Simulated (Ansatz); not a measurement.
**From the elastic tensor of Ti4C3 to moduli and sound speeds**

Computed with DFT PBE, scalar-relativistic, plane waves, PAW in Ansatz. Cutoff 420 eV, 12×12×12 k-points (Γ-centred), Gaussian smearing of 0.10 eV. No spin polarisation.

Space group R-3m (No. 166), trigonal, a = 3.095 Å, c = 29.335 Å. Around Ti on its first site lie 3 C at 2.07 Å; Ti on its second site is surrounded by 6 C at 2.15–2.24 Å; C on a site of symmetry 3m is surrounded by 3 Ti at 2.07 Å and 3 Ti at 2.24 Å; C on a site of symmetry -3m has 6 Ti at 2.15 Å.

The structure comes from a proposed guess, relaxed at this level; another structure or a mixture of phases may lie lower. In a metal, frequencies and elastic constants depend on the k mesh and the smearing, soft modes and shear constants most.

Relaxed-ion constants (GPa, on the Cartesian axes of the calculation):
```
381.3 106.6  79.8  31.8   0.0   0.0
106.6 381.3  79.8 -31.8   0.0   0.0
 79.8  79.8 278.1   0.0   0.0   0.0
 31.7 -31.7   0.0  28.9   0.0   0.0
  0.0   0.0   0.0   0.0  28.9  31.7
  0.0   0.0   0.0   0.0  31.8 137.4
```

Density 4.658 g/cm³; 7 atoms in 81.10 Å³.

With S = C⁻¹: B_V = (C11+C22+C33+2(C12+C13+C23))/9, G_V = (C11+C22+C33−C12−C13−C23+3(C44+C55+C66))/15, 1/B_R = S11+S22+S33+2(S12+S13+S23), 15/G_R = 4(S11+S22+S33−S12−S13−S23)+3(S44+S55+S66); Hill is their mean. Then v_l = √((B+4G/3)/ρ), v_t = √(G/ρ), v_m = [(2/v_t³+1/v_l³)/3]^(−1/3) and Θ = (ħ/k_B)·v_m·(6π²n/V)^(1/3) for n atoms in the volume V; E = 9BG/(3B+G), ν = (3B−2G)/(2(3B+G)) and A^U = 5G_V/G_R + B_V/B_R − 6.

| Property | Result |
| --- | --- |
| Bulk modulus, Voigt / Reuss / Hill | 174.8 / 169.6 / 172.2 GPa |
| Shear modulus, Voigt / Reuss / Hill | 90.7 / 41.4 / 66.0 GPa |
| Young's modulus | 176 GPa |
| Poisson ratio | 0.330 |
| Pugh ratio B/G | 2.61 (over 1.75, the rule of thumb for ductile) |
| Universal anisotropy index | 5.99 |
| Longitudinal and transverse sound speeds | 7474 and 3765 m/s |
| Debye temperature from the mean sound speed | 555 K |

The stiffness is strongly directional. Compression along the layers (381.3 GPa) meets more resistance than compression across them (278.1 GPa), but the real contrast is in shear: 28.9 GPa for sliding the layers over one another against 137.4 GPa within the plane. This suggests carbide slabs held together by strong, directional Ti d–C p bonds and joined through carbon-free Ti–Ti contacts. Such metallic contacts would resist being squeezed yet yield easily to lateral displacement, and the sizeable stiffness across the layers argues against a purely van der Waals gap.

The soft shear also explains why the Voigt and Reuss shear moduli lie so far apart, while the bulk moduli nearly coincide. The high Pugh ratio therefore reflects easy basal shear more than uniformly metallic bonding, and doesn't establish ductility: slip confined to one plane family can still leave a polycrystal brittle. Because slow shear waves dominate the low-temperature heat capacity, the Debye temperature obtained from averaged moduli is probably too high for this crystal.
